**LB94 highest eigenvalues of group 1 and 2 atoms: forecast of Sr and Ba**

The table holds minus the highest occupied Kohn-Sham eigenvalue and that level's mean radius for neutral group 1 and 2 atoms, from non-relativistic, spin-polarised, spherical all-electron calculations with the LB94 model potential, beside NIST ionisation energies. The program writes each group 2 value as that of the same-period alkali atom times (1 + x) and brackets x between its Ca/K value and a power-law decline in n through Be/Li and Ca/K, with Sr and Ba held out. Two alternatives are a line of the effective quantum number through Be, Mg and Ca, and rough recalled ionisation energies plus a transferred error. The bracket midpoints miss the eigenvalues by 0.02 eV or so and the radii by up to 0.05 bohr, while the line falls 0.4 to 0.5 eV too low. The output also lists the errors row by row, which are negative for H, Li and Be and positive for the other atoms.

Neutral group 1 and 2 atoms in their NIST ground configurations, computed with radks 1 and Libxc: non-relativistic, spin-polarised all-electron Kohn-Sham with the LB94 model potential, spherical densities and a point nucleus. Minus the highest occupied eigenvalue, −ε, estimates the ionisation energy; the NIST table column gives the measured one.

## Analysis program

```python
# Table: minus the highest Kohn-Sham eigenvalue (eV) and that level's mean radius (bohr), groups 1 and 2;
# radks radial solver, LB94 model potential, non-relativistic, spin-polarised; NIST ionisation energies.
# Tested: group 2 = same-period alkali * (1+x), x between its Ca/K value and an n^-p decline; two alternatives.
T = {
    'ion': ['H', 'Li', 'K', 'Rb', 'Cs', 'Be', 'Mg', 'Ca', 'Sr', 'Ba'],
    'Z': [1, 3, 19, 37, 55, 4, 12, 20, 38, 56],
    'configuration': ['1s1', '[He] 2s1', '[Ar] 4s1', '[Kr] 5s1', '[Xe] 6s1', '[He] 2s2', '[Ne] 3s2', '[Ar] 4s2', '[Kr] 5s2', '[Xe] 6s2'],
    'minus_highest_eigenvalue': [11.971, 5.2634, 4.9168, 4.7945, 4.4384, 8.7208, 7.8634, 6.5249, 6.1834, 5.6331],  # eV
    'highest_level_mean_radius': [1.5413, 3.8157, 4.4318, 4.6673, 5.1722, 2.5944, 2.984, 3.7693, 4.0765, 4.5866],  # bohr
    'highest_level': ['1s up', '2s up', '4s up', '5s up', '6s up', '2s', '3s', '4s', '5s', '6s'],
    'nist': [None, 5.391715, 4.3406637, 4.1771281, 3.8939057, 9.322699, 7.646236, 6.1131555, 5.6948675, 5.2116646],  # eV
    'error': [None, -0.128, 0.576, 0.617, 0.545, -0.602, 0.217, 0.412, 0.489, 0.421],  # eV
}
HELD = [8, 9]  # rows withheld from the fit
import numpy as np
from scipy.constants import physical_constants as pc
Ry = pc['Rydberg constant times hc in eV'][0]
ion = T['ion']; ix = {s: i for i, s in enumerate(ion)}
col = lambda k: {s: T[k][i] for s, i in ix.items()}
E, R, N, D, L = map(col, ['minus_highest_eigenvalue', 'highest_level_mean_radius', 'nist', 'error', 'highest_level'])
n = dict(H=1, Li=2, K=4, Rb=5, Cs=6, Be=2, Mg=3, Ca=4, Sr=5, Ba=6)
partner = dict(Sr='Rb', Ba='Cs'); held = [ion[i] for i in HELD]
known = [s for s in ion if s not in held]
ns = lambda e: np.sqrt(Ry / e)
print('table rounding: 0.00005 eV (eigenvalue), 0.00005 bohr (radius), 0.0005 eV (error)')
print('atom  -eps/eV  n*     n*(measured)  <r>/(1.5 n*^2)  error/eV  error/%')
for s in known:
    ref = N[s] if N[s] is not None else Ry
    print(f'{s:3s} {E[s]:8.4f} {ns(E[s]):7.4f} {ns(ref):9.4f} {R[s]/(1.5*ns(E[s])**2):13.3f} {E[s]-ref:+12.3f} {100*(E[s]/ref-1):+8.1f}')
print(f'H is set against the Rydberg {Ry:.3f} eV; its radius exceeds 1.5 bohr by {100*(R["H"]/1.5-1):.1f} %')
for a, b in [('Li', 'Cs'), ('Be', 'Ca'), ('K', 'Rb'), ('Rb', 'Cs')]:
    print(f'drop {a} to {b}: LB94 {E[a]-E[b]:.3f} eV, measured {N[a]-N[b]:.3f} eV; n* step LB94 {ns(E[b])-ns(E[a]):.3f}')
down = dict(Li=8.12184, K=6.56863)  # empty minority-spin s level, eV, further output of the same runs
print('empty minority s level below filled one: ' + ', '.join(f'{s} {down[s]-E[s]:.2f} eV' for s in down))

def bracket(c, s):
    x2, x4 = c['Be'] / c['Li'] - 1, c['Ca'] / c['K'] - 1
    p = np.log(x2 / x4) / np.log(n['Ca'] / n['Be'])
    a, b = c[partner[s]] * (1 + x4), c[partner[s]] * (1 + x4 * (n['Ca'] / n[s]) ** p)
    return x2, x4, p, a, b, (a + b) / 2, abs(a - b) / 2

sets = [('-eps', E, 'eV'), ('<r>', R, 'bohr'), ('measured IE', N, 'eV')]
for name, c, u in sets:
    x2, x4, p = bracket(c, held[0])[:3]
    print(f'{name}: ratio Be/Li {1+x2:.4f}, Ca/K {1+x4:.4f}, exponent p {p:.2f} (two points, exact)')
g2 = ['Be', 'Mg', 'Ca']
nn = np.array([n[s] for s in g2]); yy = np.array([ns(E[s]) for s in g2])
k = np.polyfit(nn, yy, 1); res = yy - np.polyval(k, nn)
print(f'A: n* = {k[1]:.3f} + {k[0]:.4f} n; residuals Be Mg Ca ' + ' '.join(f'{r:+.4f}' for r in res))
rough = dict(Sr=5.7, Ba=5.2)  # rough recalled ionisation energies, eV, two figures
barB = 0.05 + np.ptp([D[s] for s in ('K', 'Rb', 'Cs')])
assert E['Li'] > E['K'] > E['Rb'] > E['Cs'] and E['Be'] > E['Mg'] > E['Ca']
assert max(D['Li'], D['Be']) < 0 < min(D[s] for s in ('K', 'Rb', 'Cs', 'Mg', 'Ca'))
assert 1 < E['Ca'] / E['K'] < E['Be'] / E['Li'] < 4
assert E['K'] - E['Rb'] < E['Rb'] - E['Cs']
pred = {}
print('PREDICTIONS (known rows only; bar = half-width of bracket, or as built for A and B)')
for s in held:
    for name, c, u in sets:
        a, b, m, h = bracket(c, s)[3:]
        pred[s, name] = (m, h, c, u)
        print(f'{s} {name}: x frozen {a:.3f}, x declining {b:.3f}, forecast {m:.2f} +- {h:.2f} {u}')
    nA = np.polyval(k, n[s]); eA = Ry / nA ** 2
    pred[s, 'A -eps'] = (eA, 2 * eA * np.abs(res).max() / nA, E, 'eV')
    pred[s, 'B -eps'] = (rough[s] + D['Ca'] + D[partner[s]] - D['K'], barB, E, 'eV')
    print(f'{s} alternatives: ' + ', '.join(f'{q} {pred[s,q][0]:.2f} +- {pred[s,q][1]:.2f} eV' for q in ('A -eps', 'B -eps')))
print('REVEALED')
for (s, name), (m, h, c, u) in pred.items():
    if c[s] is not None:
        print(f'{s} {name}: table {c[s]:.4f} {u}, forecast less table {m-c[s]:+.3f} ({abs(m-c[s])/h:.2f} bars)')
for s in held:
    q = partner[s]
    err = f'{D[s]:+.3f} eV ({100*D[s]/N[s]:+.1f} %)' if D[s] is not None and N[s] else 'not given'
    print(f'{s}: level {L[s]}, error {err}, ratio to {q}: -eps {E[s]/E[q]:.4f}, <r> {R[s]/R[q]:.4f}, n* {ns(E[s]):.4f}')
if N['Sr'] and N['Ba']:
    print(f'drops LB94 / measured, eV: Ca-Sr {E["Ca"]-E["Sr"]:.3f} / {N["Ca"]-N["Sr"]:.3f}, '
          f'Sr-Ba {E["Sr"]-E["Ba"]:.3f} / {N["Sr"]-N["Ba"]:.3f}, Be-Ba {E["Be"]-E["Ba"]:.3f} / {N["Be"]-N["Ba"]:.3f}')
```

Running it gives:

```
table rounding: 0.00005 eV (eigenvalue), 0.00005 bohr (radius), 0.0005 eV (error)
atom  -eps/eV  n*     n*(measured)  <r>/(1.5 n*^2)  error/eV  error/%
H    11.9710  1.0661    1.0000         0.904       -1.635    -12.0
Li    5.2634  1.6078    1.5885         0.984       -0.128     -2.4
K     4.9168  1.6635    1.7704         1.068       +0.576    +13.3
Rb    4.7945  1.6846    1.8048         1.096       +0.617    +14.8
Cs    4.4384  1.7508    1.8693         1.125       +0.544    +14.0
Be    8.7208  1.2491    1.2081         1.109       -0.602     -6.5
Mg    7.8634  1.3154    1.3339         1.150       +0.217     +2.8
Ca    6.5249  1.4440    1.4919         1.205       +0.412     +6.7
H is set against the Rydberg 13.606 eV; its radius exceeds 1.5 bohr by 2.8 %
drop Li to Cs: LB94 0.825 eV, measured 1.498 eV; n* step LB94 0.143
drop Be to Ca: LB94 2.196 eV, measured 3.210 eV; n* step LB94 0.195
drop K to Rb: LB94 0.122 eV, measured 0.164 eV; n* step LB94 0.021
drop Rb to Cs: LB94 0.356 eV, measured 0.283 eV; n* step LB94 0.066
empty minority s level below filled one: Li 2.86 eV, K 1.65 eV
-eps: ratio Be/Li 1.6569, Ca/K 1.3271, exponent p 1.01 (two points, exact)
<r>: ratio Be/Li 0.6799, Ca/K 0.8505, exponent p 1.10 (two points, exact)
measured IE: ratio Be/Li 1.7291, Ca/K 1.4083, exponent p 0.84 (two points, exact)
A: n* = 1.044 + 0.0975 n; residuals Be Mg Ca +0.0104 -0.0208 +0.0104
PREDICTIONS (known rows only; bar = half-width of bracket, or as built for A and B)
Sr -eps: x frozen 6.363, x declining 6.047, forecast 6.20 +- 0.16 eV
Sr <r>: x frozen 3.970, x declining 4.121, forecast 4.05 +- 0.08 bohr
Sr measured IE: x frozen 5.883, x declining 5.592, forecast 5.74 +- 0.15 eV
Sr alternatives: A -eps 5.80 +- 0.16 eV, B -eps 6.15 +- 0.12 eV
Ba -eps: x frozen 5.890, x declining 5.404, forecast 5.65 +- 0.24 eV
Ba <r>: x frozen 4.399, x declining 4.677, forecast 4.54 +- 0.14 bohr
Ba measured IE: x frozen 5.484, x declining 5.027, forecast 5.26 +- 0.23 eV
Ba alternatives: A -eps 5.13 +- 0.13 eV, B -eps 5.58 +- 0.12 eV
REVEALED
Sr -eps: table 6.1834 eV, forecast less table +0.022 (0.14 bars)
Sr <r>: table 4.0765 bohr, forecast less table -0.031 (0.41 bars)
Sr measured IE: table 5.6949 eV, forecast less table +0.043 (0.29 bars)
Sr A -eps: table 6.1834 eV, forecast less table -0.380 (2.41 bars)
Sr B -eps: table 6.1834 eV, forecast less table -0.030 (0.25 bars)
Ba -eps: table 5.6331 eV, forecast less table +0.014 (0.06 bars)
Ba <r>: table 4.5866 bohr, forecast less table -0.049 (0.35 bars)
Ba measured IE: table 5.2117 eV, forecast less table +0.044 (0.19 bars)
Ba A -eps: table 5.6331 eV, forecast less table -0.503 (3.85 bars)
Ba B -eps: table 5.6331 eV, forecast less table -0.052 (0.43 bars)
Sr: level 5s, error +0.489 eV (+8.6 %), ratio to Rb: -eps 1.2897, <r> 0.8734, n* 1.4834
Ba: level 6s, error +0.421 eV (+8.1 %), ratio to Cs: -eps 1.2692, <r> 0.8868, n* 1.5541
drops LB94 / measured, eV: Ca-Sr 0.341 / 0.418, Sr-Ba 0.550 / 0.483, Be-Ba 3.088 / 4.111
```
